**SiCl$_3$ radical: frontier levels against energy differences along a ladder of methods**

The table holds atomisation, vertical ionisation and attachment energies, frontier levels and dipoles of pyramidal SiCl$_3$ from seven functionals, HF and MP2 (PySCF, def2-TZVP, non-relativistic, one PBE0 geometry). The program takes the energy as quadratic in the orbital occupation (Janak's theorem), reads its curvature from the mismatches $I+\varepsilon_H$ and $-\varepsilon_L-A$, and compares these with a line in the share of exact exchange drawn through PBE and PBE0. The line reproduces PBEsol, TPSSh and B3LYP to 0.12 eV or better and misses r2SCAN, LC-wPBE and HF by up to 0.44 eV. The output also splits the MP2 correlation of the ions by spin, gives the scatter of the atomisation energy (154 kJ/mol without HF), and shows that Mulliken point charges overestimate the dipole about threefold.

SiCl3 radical (doublet) at its PBE0 geometry (Si-Cl 2.04 Å, Cl-Si-Cl 109°), computed with PySCF 2.14.0: unrestricted Kohn-Sham, HF and frozen-core MP2, def2-TZVP, density fitting, non-relativistic, gas phase. Atomisation is to high-spin ground-configuration atoms without zero-point energy; ionisation and attachment are vertical energy differences.

## Program and output

```python
# Table: SiCl3 radical (doublet), PySCF, def2-TZVP, nine methods at one PBE0 geometry: atomisation,
# vertical ionisation and attachment, HOMO, LUMO, dipole. Tested: quadratic E(n) (Janak) mismatch of
# levels and energy differences, its linearity in exact exchange, MP2 parts, point-charge dipole.
T = {
    'method': ['PBE', 'PBEsol', 'r2SCAN', 'TPSSh', 'B3LYP', 'PBE0', 'LC-wPBE', 'HF', 'MP2'],
    'exx': [0, 0, 0, 10, 20, 25, 100, 100, None],  # %
    'ae': [1177, 1254, 1186, 1145, 1100, 1157, 1136, 843, 1165],  # kJ/mol
    'ie': [8.88, 8.84, 9.16, 9.1, 9.09, 9.17, 9.47, 9.12, 9.01],  # eV
    'ea': [1.55, 1.55, 1.45, 1.54, 1.67, 1.58, 1.61, 0.57, 1.49],  # eV
    'homo': [-5.84, -5.79, -6.25, -6.51, -6.77, -7.06, -9.71, -10.16, None],  # eV
    'lumo': [-4.27, -4.28, -3.79, -3.87, -3.79, -3.4, -1.1, 0.49, None],  # eV
    'dipole': [0.43, 0.42, 0.52, 0.51, 0.57, 0.54, 0.63, 0.82, None],  # D
}
import numpy as np
from scipy import constants as C
M = T['method']
def g(k, m): return T[k][M.index(m)]
def sp(k, ms):
    v = [g(k, m) for m in ms]
    return f"{min(v):.2f} to {max(v):.2f}, spread {max(v)-min(v):.2f}"
Eh = C.physical_constants['Hartree energy in eV'][0]
orb = [m for m in M if g('homo', m) is not None]
cor = [m for m in M if m != 'HF']
dI = {m: g('ie', m) + g('homo', m) for m in orb}
dA = {m: -g('lumo', m) - g('ea', m) for m in orb}
mid = {m: -(g('homo', m) + g('lumo', m))/2 for m in orb}
chi = {m: (g('ie', m) + g('ea', m))/2 for m in M}
print("eV: dI = IE+HOMO, dA = -LUMO-EA; rounding up to 0.01 eV")
print("method    IE-EA    gap     dI     dA  dI-dA  midgap (IE+EA)/2")
for m in orb:
    print(f"{m:8s}{g('ie',m)-g('ea',m):7.2f}{g('lumo',m)-g('homo',m):7.2f}{dI[m]:7.2f}{dA[m]:7.2f}{dI[m]-dA[m]:7.2f}{mid[m]:8.3f}{chi[m]:8.3f}")
print(f"MP2: IE-EA {g('ie','MP2')-g('ea','MP2'):.2f}, (IE+EA)/2 {chi['MP2']:.3f} eV")
print("HOMO", sp('homo', orb), "| LUMO", sp('lumo', orb), "eV")
print("IE", sp('ie', M), "| EA without HF", sp('ea', cor), "eV")
for a, b in [('PBE', 'PBE0'), ('PBE', 'r2SCAN'), ('PBE', 'PBEsol')]:
    print(f"{a} to {b}: " + ", ".join(f"{k} {g(k,b)-g(k,a):+.2f}" for k in ['ae', 'ie', 'ea', 'homo', 'lumo', 'dipole']))
x = g('exx', 'PBE0')
sI, sA = (dI['PBE0'] - dI['PBE'])/x, (dA['PBE0'] - dA['PBE'])/x
print(f"line through PBE, PBE0: slope dI {sI:.4f}, dA {sA:.4f} eV per %; zero at {-dI['PBE']/sI:.0f} and {-dA['PBE']/sA:.0f} %")
print("line value and residual (table - line), eV; rounding up to 0.02, at 100 % up to 0.08")
for m in orb:
    if m not in ('PBE', 'PBE0'):
        p, q = dI['PBE'] + sI*g('exx', m), dA['PBE'] + sA*g('exx', m)
        print(f"{m:8s}{g('exx',m):4.0f} %  dI {p:6.2f} res {dI[m]-p:+.2f}   dA {q:6.2f} res {dA[m]-q:+.2f}")
print(f"LC-wPBE acts like a global share of {(dI['LC-wPBE']-dI['PBE'])/sI:.0f} % (dI), {(dA['LC-wPBE']-dA['PBE'])/sA:.0f} % (dA)")
e2 = C.e/(4*np.pi*C.epsilon_0*1e-10)
R = [e2/(g('ie', m) - g('ea', m)) for m in cor]
print(f"sphere radius e2/(IE-EA), rows without HF: {min(R):.2f} to {max(R):.2f} A")
# further outputs of the same runs: MP2 correlation (total, same spin, opposite spin), hartree
n0 = np.array([-0.64339, -0.16783, -0.47557])
ca = (np.array([-0.6476, -0.16626, -0.48134]) - n0)*Eh
an = (np.array([-0.67715, -0.17518, -0.50197]) - n0)*Eh
print(f"MP2 correlation, cation - neutral: total {ca[0]:+.3f}, same spin {ca[1]:+.3f}, opposite {ca[2]:+.3f} eV")
print(f"MP2 correlation, anion - neutral: total {an[0]:+.3f}, same spin {an[1]:+.3f}, opposite {an[2]:+.3f} eV ({100*an[2]/an[0]:.0f} % opposite)")
print(f"HF to MP2: IE {g('ie','MP2')-g('ie','HF'):+.2f}, EA {g('ea','MP2')-g('ea','HF'):+.2f} eV, AE {g('ae','MP2')-g('ae','HF'):+.0f} kJ/mol ({100*(1-g('ae','HF')/g('ae','MP2')):.0f} % of MP2)")
print("AE per bond, kJ/mol: " + ", ".join(f"{m} {g('ae',m)/3:.0f}" for m in M))
print("AE - MP2, kJ/mol: " + ", ".join(f"{m} {g('ae',m)-g('ae','MP2'):+.0f}" for m in orb))
v = [g('ae', m) for m in cor]
print(f"AE without HF: spread {max(v)-min(v):.0f} kJ/mol, {100*(max(v)-min(v))/np.mean(v):.0f} % of mean {np.mean(v):.0f}; RT at 1300 K {C.R*1.3:.1f} kJ/mol")
ex = g('ae', 'PBE') + (g('ae', 'PBE0') - g('ae', 'PBE'))*100/x
print(f"AE on PBE-PBE0 line at 100 %: {ex:.0f}, drop {g('ae','PBE')-ex:.0f} of {g('ae','PBE')-g('ae','HF'):.0f} to HF, left {ex-g('ae','HF'):.0f} kJ/mol")
print(f"atomic spin-orbit lowering, rough recalled Si 1.8 + 3 x Cl 3.5: {1.8+3*3.5:.0f} kJ/mol")
# further outputs of the same runs: Si Mulliken charge (e); height of Si over the Cl3 triangle (A)
Q = {'PBE': 0.45335, 'r2SCAN': 0.56609, 'B3LYP': 0.53663, 'PBE0': 0.52294, 'HF': 0.76621}
f = (0.54 + 0.14)*C.e*1e-10*C.c/1e-21
pc = np.array([f*q for q in Q.values()]); mu = np.array([g('dipole', m) for m in Q])
off, sc = np.mean(mu - pc), pc@mu/(pc@pc)
print(f"dipole: {f:.2f} D per e of Si charge; fixed offset {off:.2f} D; scale {sc:.3f}; rounding 0.005 D")
for m, p, u in zip(Q, pc, mu):
    print(f"{m:7s} q {Q[m]:.2f} e, point charge {p:.2f} D, ratio {u/p:.2f}, res offset {u-p-off:+.2f}, res scale {u-sc*p:+.2f} D")
assert dI['PBE'] > dI['TPSSh'] > dI['B3LYP'] > dI['PBE0'] > 0 > dI['LC-wPBE'] > dI['HF']
assert max(abs(mid[m] - chi[m]) for m in orb) < 0.35
assert abs(ca[0] - (g('ie','MP2') - g('ie','HF'))) < 0.015 and abs(an[0] + g('ea','MP2') - g('ea','HF')) < 0.015
assert min(T['ea']) > 0 and np.all(pc > 2*mu)
```

Output:

```
eV: dI = IE+HOMO, dA = -LUMO-EA; rounding up to 0.01 eV
method    IE-EA    gap     dI     dA  dI-dA  midgap (IE+EA)/2
PBE        7.33   1.57   3.04   2.72   0.32   5.055   5.215
PBEsol     7.29   1.51   3.05   2.73   0.32   5.035   5.195
r2SCAN     7.71   2.46   2.91   2.34   0.57   5.020   5.305
TPSSh      7.56   2.64   2.59   2.33   0.26   5.190   5.320
B3LYP      7.42   2.98   2.32   2.12   0.20   5.280   5.380
PBE0       7.59   3.66   2.11   1.82   0.29   5.230   5.375
LC-wPBE    7.86   8.61  -0.24  -0.51   0.27   5.405   5.540
HF         8.55  10.65  -1.04  -1.06   0.02   4.835   4.845
MP2: IE-EA 7.52, (IE+EA)/2 5.250 eV
HOMO -10.16 to -5.79, spread 4.37 | LUMO -4.28 to 0.49, spread 4.77 eV
IE 8.84 to 9.47, spread 0.63 | EA without HF 1.45 to 1.67, spread 0.22 eV
PBE to PBE0: ae -20.00, ie +0.29, ea +0.03, homo -1.22, lumo +0.87, dipole +0.11
PBE to r2SCAN: ae +9.00, ie +0.28, ea -0.10, homo -0.41, lumo +0.48, dipole +0.09
PBE to PBEsol: ae +77.00, ie -0.04, ea +0.00, homo +0.05, lumo -0.01, dipole -0.01
line through PBE, PBE0: slope dI -0.0372, dA -0.0360 eV per %; zero at 82 and 76 %
line value and residual (table - line), eV; rounding up to 0.02, at 100 % up to 0.08
PBEsol     0 %  dI   3.04 res +0.01   dA   2.72 res +0.01
r2SCAN     0 %  dI   3.04 res -0.13   dA   2.72 res -0.38
TPSSh     10 %  dI   2.67 res -0.08   dA   2.36 res -0.03
B3LYP     20 %  dI   2.30 res +0.02   dA   2.00 res +0.12
LC-wPBE  100 %  dI  -0.68 res +0.44   dA  -0.88 res +0.37
HF       100 %  dI  -0.68 res -0.36   dA  -0.88 res -0.18
LC-wPBE acts like a global share of 88 % (dI), 90 % (dA)
sphere radius e2/(IE-EA), rows without HF: 1.83 to 1.98 A
MP2 correlation, cation - neutral: total -0.115, same spin +0.043, opposite -0.157 eV
MP2 correlation, anion - neutral: total -0.919, same spin -0.200, opposite -0.718 eV (78 % opposite)
HF to MP2: IE -0.11, EA +0.92 eV, AE +322 kJ/mol (28 % of MP2)
AE per bond, kJ/mol: PBE 392, PBEsol 418, r2SCAN 395, TPSSh 382, B3LYP 367, PBE0 386, LC-wPBE 379, HF 281, MP2 388
AE - MP2, kJ/mol: PBE +12, PBEsol +89, r2SCAN +21, TPSSh -20, B3LYP -65, PBE0 -8, LC-wPBE -29, HF -322
AE without HF: spread 154 kJ/mol, 13 % of mean 1165; RT at 1300 K 10.8 kJ/mol
AE on PBE-PBE0 line at 100 %: 1097, drop 80 of 334 to HF, left 254 kJ/mol
atomic spin-orbit lowering, rough recalled Si 1.8 + 3 x Cl 3.5: 12 kJ/mol
dipole: 3.27 D per e of Si charge; fixed offset -1.28 D; scale 0.312; rounding 0.005 D
PBE     q 0.45 e, point charge 1.48 D, ratio 0.29, res offset +0.23, res scale -0.03 D
r2SCAN  q 0.57 e, point charge 1.85 D, ratio 0.28, res offset -0.05, res scale -0.06 D
B3LYP   q 0.54 e, point charge 1.75 D, ratio 0.33, res offset +0.10, res scale +0.02 D
PBE0    q 0.52 e, point charge 1.71 D, ratio 0.32, res offset +0.11, res scale +0.01 D
HF      q 0.77 e, point charge 2.50 D, ratio 0.33, res offset -0.40, res scale +0.04 D
```
